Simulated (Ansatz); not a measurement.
## As: energy change per atom and pressure against volume scale

Results calculated with Ansatz 0.2.0, not measured. Plane-wave DFT, scalar-relativistic PAW made under PBE with cores redone for the functional, no dispersion; the given relaxed cell is scaled uniformly, energy at zero smearing counts from the unscaled cell, pressure at the given Fermi-Dirac smearing is positive in compression.

The cell before it is scaled or strained (space group Cmce, No. 64):
```
cell vectors (Å)
   1.8241    -5.7007     0.0000
   1.8241     5.7007     0.0000
   0.0000     0.0000     4.7350
atoms (fractions of the cell vectors)
As  0.10425  0.89575  0.92647
As  0.60425  0.39575  0.57353
As  0.89575  0.10425  0.07353
As  0.39575  0.60425  0.42647
```

Settings of every row: spin polarised no; functional r2SCAN; wave cutoff 500 eV; smearing width 0.1 eV; k mesh 10x10x8.

Atom starting moment: 0 on all atoms.

Limits: a layered crystal: even scaling strains the bonds within the layers, so this curve is stiffer than the crystal under pressure; bonds stretch with the cell, so the curve is stiffer than the relaxed crystal; the cell comes from a prototype or a list of computed structures and needn't be the stable phase.

```
row  volume scale  V (Å³/atom)  energy change per atom (meV)  pressure (GPa)
  1          0.88       21.665                         88.35           10.67
  2          0.92       22.649                         36.47            6.34
  3          0.96       23.634                             ?               ?
  4          1.04       25.604                          7.11           -2.27
  5          1.08       26.588                         26.91           -4.12
  6          1.12       27.573                         57.02           -5.63
```

Question: what energy change per atom and pressure should row 3 give?

Worked fit of energy change per atom. Take u = (V_r/V)^(2/3) − 1 with V_r = 25.604 Å³ an atom, which is twice the finite (Eulerian) strain; such expansions in the strain, on which the Birch-Murnaghan equation of state is built, carry the rest volume and the bulk modulus. The shown rows have u = 0.11781, 0.08519, 0, -0.02483, -0.04819. Least squares give energy change per atom = 6.979 − 538.96 × u + 10426.35 × u² meV; a straight line predicts inner rows, each left out in turn, worse (root mean square 29 against 0.36 meV). The rows lie off it by 0.16, -0.26, 0.13, 0.12, -0.14 (root mean square 0.17 meV). The withheld row has u = 0.05482, so the fit gives 6.979 − 538.96 × (0.05482) + 10426.35 × (0.05482)² = 8.77 meV.

The calculation gave 8.56 meV. The fit lies 0.21 meV (2.5 % of the value, 0.26 % of the column's range) above it; its largest miss of a shown row is 0.26 meV.

Worked fit of pressure. Take u = (V_r/V)^(2/3) − 1 with V_r = 25.604 Å³ an atom, which is twice the finite (Eulerian) strain; such expansions in the strain, on which the Birch-Murnaghan equation of state is built, carry the rest volume and the bulk modulus. The shown rows have u = 0.11781, 0.08519, 0, -0.02483, -0.04819. Least squares give pressure = −2.288 + 80.747 × u + 246.53 × u² GPa; a straight line predicts inner rows, each left out in turn, worse (root mean square 0.7 against 0.055 GPa). The rows lie off it by 0.02, -0.04, 0.02, 0.02, -0.02. The pressure vanishes at u = 0.0262, or V = 24.63 Å³ an atom, and there the bulk modulus at fixed shape and fractions is B = −V dP/dV = (2/3)(1 + u) dP/du = 64.1 GPa. Letting shape and atoms relax would as a rule lower it, by much in layered, chain or molecular crystals. The withheld row has u = 0.05482, so the fit gives −2.288 + 80.747 × (0.05482) + 246.53 × (0.05482)² = 2.88 GPa.

The calculation gave 2.85 GPa. The fit lies 0.03 GPa (1.1 % of the value, 0.18 % of the column's range) above it; its largest miss of a shown row is 0.04 GPa.
